Dear colleague,

The field at the surface of your graphite cathode lives in a layer about a micrometre thick, so you will have to infer it from the ion current and the cathode fall. The relation that does this is Mackeown's equation of 1929. It is exact for a very small model, two cold beams crossing a planar gap, which I solve below before testing it on an arc in air at 1 atm.

Conventions. x is the distance from the cathode. The potential V(x) is zero at the cathode and Vc at the sheath edge x = d. E = dV/dx is the field magnitude and Ec its value at the cathode. ji and je are the magnitudes of the ion and emitted-electron current densities, so the total is j = je + ji. Ions are singly charged with mass M, and m is the electron mass. The formulas are SI; the numbers are in A/cm², kV/cm, eV and µm.

1. The two-beam gap

Ions start from rest at the edge, electrons start from rest at the cathode, nothing collides or ionises in between, and E = 0 at the edge. Each current is then uniform, and the speeds are vi = √(2e(Vc − V)/M) and ve = √(2eV/m). Poisson's equation reads

ε0 V″ = −ji/vi + je/ve.   (1)

Since V″ = ½ d(E²)/dV, one integration from the edge, with η = V/Vc, gives

E² = E0² [√(1 − η) − β(1 − √η)],   (2)

E0² = (4/ε0) √(M Vc/2e) ji,   β = (je/ji) √(m/M).

At η = 0 this is Mackeown's equation,

Ec² = (4/ε0) √(M Vc/2e) ji [1 − (je/ji) √(m/M)].   (3)

In bench units, Ec² = 7.62×10⁵ √Vc [ji √(M/m) − je], with Ec in V/cm, Vc in V and currents in A/cm².

Multiply (3) by ε0/2 and it becomes a momentum balance:

ε0Ec²/2 = (ji/e) √(2MeVc) − (je/e) √(2meVc).   (4)

The field stress at the cathode equals the momentum flux the ions bring to the surface minus the momentum flux the electrons carry out through the edge. This is why the gap width does not appear.

Because √(1 − η) ≥ 1 − √η, the bracket in (2) stays non-negative for every β ≤ 1. At β = 1 the surface field vanishes. That is Langmuir's condition je/ji = √(M/m), the space-charge limit of emission in this model.

The width follows from dx = dV/E: d = (Vc/E0) J(β), where J is the integral of the bracket of (2) to the power −½ over η from 0 to 1. J(0) = 4/3 is Child's law for ions. The slope at β = 0 is 2 − ½B(3/2, 1/4) = 0.252, with B the beta function, and J(1) = 1.82.

2. Closing with emission

The applied field and the image force give an electron outside the surface the energy −eEx − e²/(16πε0x). Its maximum lies at x0 = √(e/(16πε0E)) and lowers the work function φ by Δφ = √(e³E/(4πε0)), which is 0.0120 eV × √(E in kV/cm). The Richardson–Schottky current is

je = j0 exp(Δφ/kT),   j0 = A T² exp(−φ/kT).   (5)

Now count. Equations (3) and (5) are two relations among Ec, je, ji, Vc and T. A spot temperature alone does not fix the current density. You must also supply Vc and one statement about the ions, which comes from the ionisation layer and not from the sheath. I take the ratio γ = je/ji as given.

Then (3) says Ec² = K je with K = (4/ε0) √(M Vc/2e) (1 − β)/γ, so Δφ grows as the fourth root of je. Define w = Δφ/(4kT), and let a be the value w would have if je were j0. Then w = a (je/j0)^(1/4), and (5) gives je/j0 = exp(4w). Together,

w = a exp(w),   so   w = −W(−a),   je = j0 exp(4w),   (6)

with W the Lambert function, defined by W exp(W) = z. The function w exp(−w) has its maximum 1/e = 0.368 (e here the base of logarithms) at w = 1. So there are two roots for a below 0.368, a double root with Δφ = 4kT at that value, and no steady state above it. The number w is the loop gain: a one per cent rise in je raises the field enough to return w per cent more emission. Differentiating (6),

d ln je/d ln K = w/(1 − w),   d ln je/d ln A = 1/(1 − w),
d ln je/d ln T = (2 + φ/kT − 4w)/(1 − w),   d ln je/dφ = −1/[kT(1 − w)].   (7)

3. Numbers for graphite

For φ I use 4.7 eV, the compiled value for the (0001) face (Tran 2019), with no temperature stated. The rest is assumed: the free-electron prefactor A = 4πmek²/h³ = 120.2 A cm⁻² K⁻², a typical fall Vc = 10 V, an illustrative γ = 3, and C⁺ at 12 u as the ion, since the surface feeds carbon vapour into the layer. The ion species matters little, because at fixed current Δφ goes as M^(1/8).

Then √(M/m) = 147.9 and β = 0.0203. The emitted electrons, though they carry three quarters of the current, lower Ec² by 2.0 per cent and Ec by 1.0 per cent. Further, E0 = 18.9 kV/cm × √(ji in A/cm²), J = 1.338, and Δφ = 0.0394 eV × (je in A/cm²)^(1/4).

The lower root of (6) gives, with currents in kA/cm²:

T = 3200 K: j0 = 0.0487, a = 0.094, w = 0.105, Δφ = 0.116 eV, je = 0.0741, j = 0.0989, Ec = 92.9 kV/cm, d = 1.43 µm
T = 3500 K: j0 = 0.251, a = 0.130, w = 0.151, Δφ = 0.183 eV, je = 0.460, j = 0.614, Ec = 231 kV/cm, d = 0.57 µm
T = 3800 K: j0 = 1.01, a = 0.170, w = 0.209, Δφ = 0.274 eV, je = 2.34, j = 3.12, Ec = 522 kV/cm, d = 0.25 µm

These digits solve the model and let you check the algebra. The physics supports about one of them, as we shall see. The ion field multiplies the emission by 1.52, 1.83 and 2.31 at the three temperatures, so it cannot be dropped, yet the cathode remains thermionic. At 3500 K, where kT = 0.3016 eV, the ion current is 153 A/cm², the field stress (4) is 2.4 kPa, and the barrier top sits at x0 = 3.9 nm, far inside d, so the field across the barrier is Ec to good accuracy.

Is tunnelling negligible? Near its top the barrier is an inverted parabola with ω² = 2eE/(m x0), and the transmission at energy ε above the top is 1/[1 + exp(−2πε/ħω)]. Averaging this with the Boltzmann factor multiplies (5) by πq/sin(πq), where q = ħω/(2πkT) must be below 1. At 3500 K, q = 0.016 and the correction is 0.04 per cent.

The upper root is another matter. At 3500 K it has w = 3.20, Δφ = 3.87 eV, Ec = 1.0×10⁸ V/cm and q = 1.5. The average over the parabola diverges there, so (5) has failed. Any high-current root must be found with a thermo-field emission law of the Murphy–Good type, still intersected with (3); since tunnelling adds current, the crossing comes at a lower field. The model's two roots merge at T = 5.1×10³ K, well above the approximately 4000 K at which graphite sublimes at 1 atm. With these inputs, field feedback alone does not run away on a smooth graphite surface.

4. The general statement

For any planar, steady, collisionless sheath, the sum of the particles' x-momentum fluxes minus ε0E²/2 is independent of x. With zero field at the edge, ε0Ec²/2 equals the total particle momentum flux at the cathode minus that at the edge. Equation (4) is the case where only two of those terms survive. The others are not all small.

Plasma at the edge. A real sheath borders a plasma of electron temperature Te. Let cold ions enter at the Bohm speed √(kTe/M), let plasma electrons follow a Boltzmann factor, and put τ = kTe/(eVc). With u = 1 − η, the densities relative to the edge value n are 1/√(1 + 2u/τ) and exp(−u/τ). Integrating their difference over u, and using ji = e n √(kTe/M), the 1 in the bracket of (3) is replaced by

g = √(1 + τ/2) − √(2τ) + √(τ/2) exp(−1/τ).   (8)

Mackeown's form returns as τ → 0, but only as the square root of τ. For a typical kTe = 1 eV, τ = 0.1 and g = 0.58. The neglected term removes 42 per cent of Ec², which is 21 times the electron term that (3) keeps. I ignored the beam in the edge conditions; its density there is β√(τ/2) = 0.005 of n. Because Δφ takes a fourth root, the current suffers less: solving (6) at 3500 K with g − β in place of 1 − β gives je = 0.420 kA/cm², down 9 per cent. The edge density this implies for 153 A/cm² of ions is 3.4×10¹⁵ cm⁻³. The plasma electrons that climb the fall subtract a current √(M/2πm) exp(−1/τ) times ji from j, which is 0.003 ji at 1 eV but 0.40 ji at 2 eV.

Thermal start of the emitted electrons. They leave with normal energy of order kT, which changes the β term by a fraction of order √(kT/eVc) = 0.17. That is a fraction of two per cent and can be dropped.

Collisions. Suppose an ion loses all its momentum to a neutral after falling through a fraction u of Vc and restarts from rest. Its charge then takes √u + √(1 − u) units of momentum from the field instead of 1, so collisions raise Ec² at fixed ji and Vc. To first order in d/λ, with λ the mean free path, use Child's profile u = s^(4/3), s being the fractional distance from the edge, and average over s:

δ(Ec²)/Ec² = (d/λ) [¾ B(3/4, 3/2) − 2/5] = 0.319 d/λ.   (9)

Gas at 1 atm and 3500 K has 2.1×10¹⁸ particles per cm³. A cross section of 5×10⁻¹⁵ cm², typical of resonant charge exchange and generous for C⁺ crossing mostly nitrogen and oxygen, gives λ = 0.95 µm, d/λ = 0.60 and a 19 per cent rise in Ec². By (7), with w/(1 − w) = 0.18, that is 3 per cent in je. At 3200 K the same cross section gives d/λ = 1.6, and neither the collisionless premise nor the first-order estimate (9) holds. The sheath with a plasma edge is also thicker than the cold-beam d, since its net space charge is smaller. Your arc is collisionless in the sheath only marginally, and best so at the hottest spots.

5. What you can and cannot extract

At 3500 K, (7) gives d ln je/d ln T = 20 and d ln je/dφ = −3.9 per eV. A pyrometer uncertainty of 1 per cent, 35 K, moves je by 20 per cent. So does the 0.05 eV hidden in the rounding of φ, before asking whether a hot polycrystalline rod emits like a basal plane. At fixed γ the total j = je(1 + 1/γ) has the same sensitivities. Its response to γ has two parts: d ln j/d ln γ = −w/[(1 − w)(1 − β)] − 1/(1 + γ) = −0.18 − 0.25 = −0.43. Either 20 per cent uncertainty alone thus leaves γ uncertain by a factor of about 1.6. The prefactor A does more harm. Raising γ from 3 all the way to Langmuir's limit lowers j by a factor of only 2.4, less than the factor of 3.5 that a plausible change of A produces below. Measuring T and j and inverting (6) for the ion fraction therefore fails unless A and φ have been calibrated on your own rod, and even then it is rough. The reverse use is sound: a rough guess of ji and Vc gives the Schottky factor well, because it enters through fourth and eighth roots, and dividing it out of je = j − ji leaves j0, an effective Richardson current you can plot against 1/T.

The model's total at 3500 K is about 6×10² A/cm², with a surface field of about 2×10² kV/cm. As typical knowledge and not as a measurement, quiet carbon arcs in air run at a few hundred A/cm² at the cathode, and Richardson prefactors quoted for carbon lie some two to four times below the free-electron value, so at a given temperature the model probably overshoots by a factor of that size. Repeating (6) with A divided by 3 gives j = 0.17 kA/cm² at 3500 K, lower by a factor of 3.5 rather than 3 because the weaker ion current also weakens the field.